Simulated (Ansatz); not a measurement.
## Ionic part of the dielectric constant of Si₃As₂, mode by mode

The calculation used Ansatz, DFT PBE, scalar-relativistic, plane waves, PAW. Cutoff 420 eV, 12×12×2 k-points (Γ-centred), fixed occupations. No spin polarisation. Phonons by linear response, acoustic sum rule imposed.

Space group P-3m1 (No. 164), trigonal, a = 3.742 Å, c = 20.443 Å. Around Si on its first site lie 4 Si at 2.32–2.35 Å; Si on its second site has 1 Si at 2.35 Å and 3 As at 2.42 Å; Si on its third site has 1 Si at 2.34 Å and 3 As at 2.41 Å; As on its first site has 3 Si at 2.42 Å; As on its second site has 3 Si at 2.41 Å.

It was reached by relaxing an invented guess, and it needn't be the stable form of this composition. Modes under 40 cm⁻¹ are poorly fixed. No dispersion correction is applied, so modes and constants that involve weak contacts between layers, chains or molecules come out too soft.

The primitive cell has V = 247.90 Å³ and ε∞,zz = 5.710. Each polar mode adds Δε = (4.92064×10⁷/V)·S/ν² along z, with S its oscillator strength in e²/amu, ν in cm⁻¹ and V in Å³.

Question: From these modes, find each Δε and ε0,zz.
```
ν (cm⁻¹)  S_zz (e²/amu)
  351.53        0.00223
  472.28        0.00725
```

Answer:
| ν (cm⁻¹) | Δε |
| --- | --- |
| 351.53 | 0.00 |
| 472.28 | 0.01 |

The sum is 0.01, so ε0,zz = 5.72; the run's tensor has 5.72.

Question: Where do the longitudinal modes lie for a wave vector along z?

Answer: At 351.64, 472.54 cm⁻¹. The Lyddane–Sachs–Teller product Π(ν_LO/ν_TO)² = 1.00 agrees with ε0/ε∞ = 1.00.

Along z the static dielectric response is almost entirely electronic: the lattice raises the constant only from 5.710 to 5.72. Silicon and arsenic differ little in electronegativity, and the short Si–Si and Si–As distances are those of covalent bonds, so atomic displacements along z probably move little net charge. The two polar modes are also stiff, which suppresses their static contribution further through the inverse square of the frequency. The mode at 472.28 cm⁻¹ nevertheless contributes more than the one at 351.53 cm⁻¹, because its larger oscillator strength outweighs its higher frequency. Both frequencies suggest bond deformation within covalently linked units rather than motion of whole layers against each other.

The same weak polarity explains the very small longitudinal–transverse splittings, since the macroscopic field adds little restoring force. A Lyddane–Sachs–Teller ratio of 1.00 is consistent with this, but at that rounding it is hardly a sensitive test. The weak ionic response along z does not establish an equally weak one in the plane.
